Q: Which level gives the strongest diamagnetism for this anion, and how much does the choice matter?

Isotropic magnetisability and molar susceptibility of the closed-shell anion CH2=CH–CH2–GaH3⁻ in the gas phase, computed with PySCF 2.14.0 at the HF and DFT levels listed, using GIAOs, the aug-pcSseg-1 basis set and density fitting, without relativistic corrections. All rows share one PBE0-D3(BJ)/def2-SVP geometry.

```
             level  magnetisability (1e-30 J/T^2)  susceptibility (1e-6 cm^3/mol)
   HF/aug-pcSseg-1                        -1086.8                          -65.45
 PBE0/aug-pcSseg-1                        -1075.0                          -64.74
  PBE/aug-pcSseg-1                        -1071.2                          -64.51
 BP86/aug-pcSseg-1                        -1069.5                          -64.41
  KT2/aug-pcSseg-1                        -1067.2                          -64.27
B97-2/aug-pcSseg-1                        -1064.2                          -64.09
```

A: Hartree–Fock. The magnetisability is the magnetic moment induced per unit field, and its negative sign means that the moment opposes the field. Between HF and B97-2, the weakest case, it changes by 22.6 × 10⁻³⁰ J/T², about 2% of the average. The susceptibility is the same quantity per mole in other units, so its agreement is no second test.

Q: Why do such different treatments of the electrons agree so well?

A: Start with a single spherical atom. With the gauge origin at its nucleus there is only Langevin's diamagnetic term,

χ_dia = −k Σ⟨r²⟩, with k ≈ 2.8 × 10⁻⁶ cm³/mol per Å²,

where r is an electron's distance from the origin. Move the origin away by R, and the sum grows by R² for every electron. The atom has not changed, so a positive, paramagnetic term must cancel that growth exactly.

A molecule is full of such displaced atoms. In these units, HF has a diamagnetic term of −573 and a paramagnetic term of +507, taken about the centre of mass. Simply placing each atom's electrons on its nucleus already gives −479. That part records where the nuclei are, which is identical at every level because the geometry is fixed. It cancels from the total, however, so it explains only why the two separate terms barely change. With the origin still at the centre of mass, what remains for HF is about −94 from the anion's extra electron and from how the electrons spread around and between the nuclei, and +29 from their response to the field. These two make up the whole total, and each changes by little more than 1 across the levels. The total agrees because all six methods give this closed-shell ion nearly the same electron cloud and nearly the same response.

Q: PBE is less diamagnetic than HF by 0.94 × 10⁻⁶ cm³/mol. Is that a more compact cloud or more paramagnetism?

A: About the centre of mass it looks like paramagnetism: that term rises by 1.0, while the diamagnetic one hardly moves. But try the end carbon of the double bond as origin, a shift of d = 2.9 Å. Along this direction PBE has a dipole moment smaller by 0.29 D, or 0.060 e Å, because its electrons lie slightly nearer that carbon. The shift therefore alters the difference in Σ⟨r²⟩ between the two levels by

−2 × 2.9 Å × 0.060 Å ≈ −0.35 Å².

Multiplied by −k, this makes the diamagnetic change more positive by about 1.0 × 10⁻⁶ cm³/mol, and the paramagnetic change falls by the same amount. Now nearly the whole difference looks diamagnetic. The total is unaffected, so neither label names a physical cause.

Q: Does the share of exact exchange at least explain the order?

A: Not for the average over directions. PBE0 and B97-2 contain similar shares, 25% and 21%, yet they stand at opposite ends of the DFT rows. The anisotropy, which measures how unequal the three principal values are, does sort by family: HF is lowest at 163 × 10⁻³⁰ J/T², then come the two hybrids, then the three functionals without exact exchange, up to 192.

A least-squares line in the exchange share through the five DFT rows predicts 156 for HF, which was not used in the fit. The slope is uncertain by 40%, and HF also lacks correlation, so exchange remains a plausible cause rather than an established one.

Q: How can the anisotropy vary by 15% when the average varies by only 2%?

A: Mostly because the anisotropy is the smaller number, about a sixth of the average in size. In absolute terms the spans are similar, 28 for the anisotropy against 22.6 × 10⁻³⁰ J/T² for the average. To see how the two changes are related, take two limits. If all three principal values shift equally, the average changes and the anisotropy does not; if they shift in opposite directions, the average can stand still while the anisotropy changes. From HF to any of the functionals, the two less negative values weaken by 20 to 34 × 10⁻³⁰ J/T², but the most negative one moves by at most 11. The values spread apart, and averaging hides part of it. Theory allows such unequal changes because a field along each direction mixes the occupied and empty orbitals with different weights.

Q: Could I have estimated the susceptibility from atomic constants, and what would aluminium do in place of gallium?

A: Rough recalled Pascal constants, with gallium entered as Ga³⁺, add up to about −44 × 10⁻⁶ cm³/mol, a third short of the calculated values. That sum leaves out four electrons: gallium's three valence electrons and the one that makes the anion. By Langevin's term alone, they would need a typical radius of one to two ångström to fill the gap, a reasonable size for bonding electrons.

The Ga³⁺ core contributes only about −8, because its electrons sit close to the nucleus and Langevin's term weights them by r². Aluminium has a smaller core still, so I would expect a modestly weaker diamagnetism, provided the bonding electrons keep their spread.

Q: Which digits would you quote?

A: For the DFT average, −1.07 × 10⁻²⁷ J/T², with the last digit uncertain by one from the choice of functional alone. HF lies about two units further out in that digit, and the table cannot say which is nearer the truth. Steps of 2 to 4 × 10⁻³⁰ J/T² between neighbouring functionals are too fine to interpret with a double-zeta basis. Nor does agreement between levels measure accuracy: all of them share the same rigid geometry and a non-relativistic gallium atom, and none of the functionals depends on the induced current, as an exact one in a magnetic field would. For the anisotropy I would quote the range, since there the level of theory already changes the second digit.
